**Os³⁷⁺: sensitivity of levels to α and to nuclear size**

The table holds excitation energies of Os³⁷⁺ with their slopes against α² (q) and against the mean square nuclear radius (F), from a relativistic CI calculation with exchange-only KLI orbitals. The program tests whether q and F grow linearly with the number of 4d₅/₂ electrons, and compares this with q proportional to energy and with the Landé intervals. For the 4d³ levels the count reproduces q with an rms residual of 4.1 % of one step, and F with 12.4 %. The step found there carries over to the listed 4p⁵4d⁴ levels within about 4 % on average. Sums of q over levels of equal J support mixing within 4d³ as the source of the scatter in q; the same test gives no such support for F.

Relativistic CI for Os37+ with radial Dirac CI 1, using exchange-only KLI orbitals optimised for each configuration, the zero-frequency Breit term, no QED terms or correlation estimate, and a nuclear rms radius of 5.413 fm. Excitations are counted from the lowest level; q is their derivative by x = (α/α₀)² − 1, the field-shift factor that by the mean square nuclear radius.

## The fit in Python

```python
# Table: Os37+ levels above 4d3 4F3/2; radial Dirac CI (Coulomb+Breit, exchange-only KLI orbitals):
# excitation E, q = dE/dx, field-shift factor F. Tested: q and F linear in the number n of 4d5/2
# electrons (jj counting), sum rule per J, transfer to 4p5 4d4; rivals q ~ E and Lande intervals.
T = {
    'level_configuration': ['4s2 4p6 4d3', '4s2 4p6 4d3', '4s2 4p6 4d3', '4s2 4p6 4d3', '4s2 4p6 4d3', '4s2 4p6 4d3', '4s2 4p6 4d3', '4s2 4p6 4d3', '4s2 4p6 4d3', '4s2 4p6 4d3', '4s2 4p6 4d3', '4s2 4p6 4d3', '4s2 4p6 4d3', '4s2 4p6 4d3', '4s2 4p6 4d3', '4s2 4p6 4d3', '4s2 4p6 4d3', '4s2 4p6 4d3', '4s2 4p5 4d4', '4s2 4p5 4d4', '4s2 4p5 4d4', '4s2 4p5 4d4', '4s2 4p5 4d4', '4s2 4p5 4d4', '4s2 4p5 4d4', '4s2 4p5 4d4', '4s2 4p5 4d4', '4s2 4p5 4d4', '4s2 4p5 4d4'],
    'level_term': ['4F', '4P', '2G', '4P', '2H', '4P', '4F', '4F', '4P', '2P', '2D', '2H', '2D', '2F', '2D', '2G', '2D', '2D', '4Po', '6Do', '4Po', '6Do', '4Fo', '2Do', '2Go', '4Go', '4Fo', '4Do', '4Do'],
    'level_j': ['5/2', '3/2', '7/2', '1/2', '9/2', '5/2', '7/2', '9/2', '3/2', '1/2', '5/2', '11/2', '5/2', '7/2', '3/2', '9/2', '3/2', '5/2', '3/2', '5/2', '1/2', '7/2', '9/2', '3/2', '7/2', '11/2', '5/2', '3/2', '5/2'],
    'level_excitation': [142450, 162900, 177490, 180040, 181610, 250730, 316510, 332790, 344310, 354550, 362270, 368020, 387270, 394240, 450740, 503650, 547610, 580580, 1329100, 1441100, 1472300, 1472400, 1480300, 1484200, 1505900, 1507400, 1524800, 1528000, 1546500],  # cm⁻¹
    'level_q_alpha': [170400, 165680, 175550, 168500, 168890, 186820, 336240, 341980, 340330, 341300, 328780, 339810, 347240, 337700, 356660, 511040, 500180, 504170, 71466, 243190, 245370, 257180, 246520, 232370, 238000, 235260, 239640, 258030, 252300],  # cm⁻¹
    'level_field_shift_factor': [5.227, 4.786, 5.398, 4.577, 5.631, 5.36, 10.29, 10.88, 9.611, 9.921, 8.865, 11.32, 9.601, 9.928, 11.1, 15.59, 14.3, 15.39, 13.55, 18.47, 16.95, 19.1, 19.26, 18.54, 19.07, 19.16, 18.62, 18.94, 19.57],  # GHz/fm^2
}
import numpy as np
from itertools import combinations as cb
from collections import Counter
from fractions import Fraction as Fr
from scipy import constants as C
E, q, F = (np.array(T[k], float) for k in ('level_excitation', 'level_q_alpha', 'level_field_shift_factor'))
J2 = np.array([int(2*Fr(str(j))) for j in T['level_j']]); term = [str(t) for t in T['level_term']]
odd = np.array(['4p5' in c for c in T['level_configuration']]); ev = ~odd
def jj(n, k, hole=(0,)):  # 2J list of d3/2^k d5/2^n (x hole)
    m = Counter(sum(a)+sum(b)+h for a in cb(range(-3, 4, 2), k) for b in cb(range(-5, 6, 2), n) for h in hole)
    return sorted(M for M in m if M > 0 for _ in range(m[M]-m[M+2]))
n = np.concatenate([np.repeat([1, 2, 3], [len(jj(i, 3-i)) for i in (1, 2, 3)]), [0], np.ones(odd.sum()-1, int)])
assert all(sorted(J2[ev & (n == i)]) == jj(i, 3-i) for i in (1, 2, 3))
assert all(y[ev & (n == i)].max() < y[ev & (n == i+1)].min() for y in (q, F) for i in (1, 2))
g = lambda y, v=0: np.append(v, y[ev])  # add the lowest level (n=0, J=3/2, zero by definition)
ng, Jg = g(n), g(J2, 3)
pq, pF, pE = (np.polyfit(ng, g(y), 1) for y in (q, F, E))
i0 = np.where(odd)[0][0]; o1 = odd & (n == 1)
mq = np.where(odd, q[i0]+pq[0]*n, np.polyval(pq, n)); mF = np.where(odd, F[i0]+pF[0]*n, np.polyval(pF, n))
K = 2*q/E; rms = lambda r: np.sqrt(np.mean(np.square(r)))
print('term 2J n | q-model, E-q [cm-1] | 2q/E | F-model [GHz/fm2] | F/q*1e5 (odd: lowest odd + even slope)')
for i in range(len(E)):
    print(f'{term[i]:3s} {J2[i]:2d} {n[i]} | {q[i]-mq[i]:7.0f} {E[i]-q[i]:8.0f} | {K[i]:.3f} | {F[i]-mF[i]:6.2f} | {1e5*F[i]/q[i]:.2f}')
for nm, y, p, m, f in (('q', q, pq, mq, '.0f'), ('F', F, pF, mF, '.2f'), ('E', E, pE, np.polyval(pE, n), '.0f')):
    r = (y-m)[ev]; w = np.argmax(abs(r))
    print(f'{nm}=a*n+b even: a {p[0]:{f}} b {p[1]:{f}} rms {rms(r):{f}} ({100*rms(r)/p[0]:.1f}% of a) worst {term[w]} 2J={J2[w]};'
          f' means n=1,2,3', *[f'{y[ev & (n == i)].mean():{f}}' for i in (1, 2, 3)])
print('rounding floor: q 5 (0.5 lowest odd), E 5 even/50 odd cm-1; F 0.0005-0.005 GHz/fm2')
sq, sF = q[o1].mean()-q[i0], F[o1].mean()-F[i0]
print(f'odd step: q {sq:.0f} ({100*(sq/pq[0]-1):+.1f}% vs even), F {sF:.2f} ({100*(sF/pF[0]-1):+.1f}%); rms q {rms((q-mq)[o1]):.0f},'
      f' F {rms((F-mF)[o1]):.2f}; listed {o1.sum()} of {len(jj(1, 3, (-3, -1, 1, 3)))}')
assert abs(sq/pq[0]-1) < 0.1 and K[odd].max() < K[ev].min()
c = q[ev] @ E[ev]/(E[ev] @ E[ev])
print(f'rival q=c*E even: c {c:.3f}, rms {rms(q[ev]-c*E[ev]):.0f} cm-1; 2q/E even {K[ev].min():.2f}-{K[ev].max():.2f}, odd {K[odd].min():.2f}-{K[odd].max():.2f}')
f4 = [i for i in range(len(E)) if term[i] == '4F']; dq, dE = np.diff(np.append(0, q[f4])), np.diff(np.append(0, E[f4]))
print('rival Lande 4F step ratios 1:1.40:1.80; q', np.round(dq/dq[0], 2), 'E', np.round(dE/dE[0], 2))
Js = sorted(set(Jg)); N = np.array([(Jg == j).sum() for j in Js]); A = np.c_[[ng[Jg == j].sum() for j in Js], N]/np.sqrt(N)[:, None]
def trace(y):
    s = np.array([y[Jg == j].sum() for j in Js])/np.sqrt(N); p = np.linalg.lstsq(A, s, rcond=None)[0]
    return p, s-A @ p
rng = np.random.default_rng(0)
for nm, y, f in (('q', g(q), '.0f'), ('F', g(F), '.2f')):
    p, r = trace(y); sh = []
    for _ in range(3000):
        z = y.copy()
        for i in (1, 2, 3): z[ng == i] = rng.permutation(z[ng == i])
        sh.append(rms(trace(z)[1]))
    print(f'sum per J {nm}: a {p[0]:{f}} b {p[1]:{f}} res/level 2J=1..11', *[f'{x:{f}}' for x in r/np.sqrt(N)],
          f'| rms {rms(r):{f}}, shuffled median {np.median(sh):{f}}, share as good {np.mean(np.array(sh) <= rms(r)):.3f}')
Zf = (pq[0]*64*6/(C.alpha**2*C.Rydberg/100))**0.25
print(f'hydrogenic 4d splitting = q slope: Zeff {Zf:.1f}; q/E slope ratio {pq[0]/pE[0]:.3f}; corr(F res,J) even {np.corrcoef((F-mF)[ev], J2[ev])[0, 1]:.2f}')
assert 38 < Zf < 76
k = 2*np.pi/3*76*C.value('hartree-hertz relationship')/1e9/(C.value('Bohr radius')*1e15)**2; cm = 1e9/(100*C.c)
print(f'order only, nonrel. 4s |F| for Z 38, 76: {k*38**3/64/np.pi:.0f}, {k*76**3/64/np.pi:.0f} GHz/fm2; F step x 0.1 fm2 {0.1*pF[0]*cm:.3f},'
      f' x <r2> {pF[0]*cm*5.413**2:.1f} cm-1')
```

Running it gives:

```
term 2J n | q-model, E-q [cm-1] | 2q/E | F-model [GHz/fm2] | F/q*1e5 (odd: lowest odd + even slope)
4F   5 1 |   -1926   -27950 | 2.392 |   0.08 | 3.07
4P   3 1 |   -6646    -2780 | 2.034 |  -0.36 | 2.89
2G   7 1 |    3224     1940 | 1.978 |   0.25 | 3.07
4P   1 1 |   -3826    11540 | 1.872 |  -0.57 | 2.72
2H   9 1 |   -3436    12720 | 1.860 |   0.49 | 3.33
4P   5 1 |   14494    63910 | 1.490 |   0.22 | 2.87
4F   7 2 |   -3734   -19730 | 2.125 |   0.14 | 3.06
4F   9 2 |    2006    -9190 | 2.055 |   0.73 | 3.18
4P   3 2 |     356     3980 | 1.977 |  -0.54 | 2.82
2P   1 2 |    1326    13250 | 1.925 |  -0.23 | 2.91
2D   5 2 |  -11194    33490 | 1.815 |  -1.28 | 2.70
2H  11 2 |    -164    28210 | 1.847 |   1.17 | 3.33
2D   5 2 |    7266    40030 | 1.793 |  -0.55 | 2.76
2F   7 2 |   -2274    56540 | 1.713 |  -0.22 | 2.94
2D   3 2 |   16686    94080 | 1.583 |   0.95 | 3.11
2G   9 3 |    3418    -7390 | 2.029 |   0.44 | 3.05
2D   3 3 |   -7442    47430 | 1.827 |  -0.85 | 2.86
2D   5 3 |   -3452    76410 | 1.737 |   0.24 | 3.05
4Po  3 0 |       0  1257634 | 0.108 |   0.00 | 18.96
6Do  5 1 |    4076  1197910 | 0.338 |  -0.08 | 7.59
4Po  1 1 |    6256  1226930 | 0.333 |  -1.60 | 6.91
6Do  7 1 |   18066  1215220 | 0.349 |   0.55 | 7.43
4Fo  9 1 |    7406  1233780 | 0.333 |   0.71 | 7.81
2Do  3 1 |   -6744  1251830 | 0.313 |  -0.01 | 7.98
2Go  7 1 |   -1114  1267900 | 0.316 |   0.52 | 8.01
4Go 11 1 |   -3854  1272140 | 0.312 |   0.61 | 8.14
4Fo  5 1 |     526  1285160 | 0.314 |   0.07 | 7.77
4Do  3 1 |   18916  1269970 | 0.338 |   0.39 | 7.34
4Do  5 1 |   13186  1294200 | 0.326 |   1.02 | 7.76
q=a*n+b even: a 167648 b 4679 rms 6893 (4.1% of a) worst 2D 2J=3; means n=1,2,3 172640 341116 505130
F=a*n+b even: a 5.00 b 0.14 rms 0.62 (12.4% of a) worst 2D 2J=5; means n=1,2,3 5.16 10.17 15.09
E=a*n+b even: a 181913 b 1824 rms 35212 (19.4% of a) worst 2D 2J=3; means n=1,2,3 182537 367856 543947
rounding floor: q 5 (0.5 lowest odd), E 5 even/50 odd cm-1; F 0.0005-0.005 GHz/fm2
odd step: q 173320 (+3.4% vs even), F 5.22 (+4.3%); rms q 10152, F 0.72; listed 10 of 15
rival q=c*E even: c 0.922, rms 29109 cm-1; 2q/E even 1.49-2.39, odd 0.11-0.35
rival Lande 4F step ratios 1:1.40:1.80; q [1.   0.97 0.03] E [1.   1.22 0.11]
sum per J q: a 171186 b -1467 res/level 2J=1..11 -412 139 814 -680 -269 -1095 | rms 1045, shuffled median 5706, share as good 0.001
sum per J F: a 6.87 b -3.10 res/level 2J=1..11 0.05 0.07 -0.38 0.19 0.06 0.68 | rms 0.47, shuffled median 0.53, share as good 0.348
hydrogenic 4d splitting = q slope: Zeff 57.6; q/E slope ratio 0.922; corr(F res,J) even 0.60
order only, nonrel. 4s |F| for Z 38, 76: 102, 817 GHz/fm2; F step x 0.1 fm2 0.017, x <r2> 4.9 cm-1
```
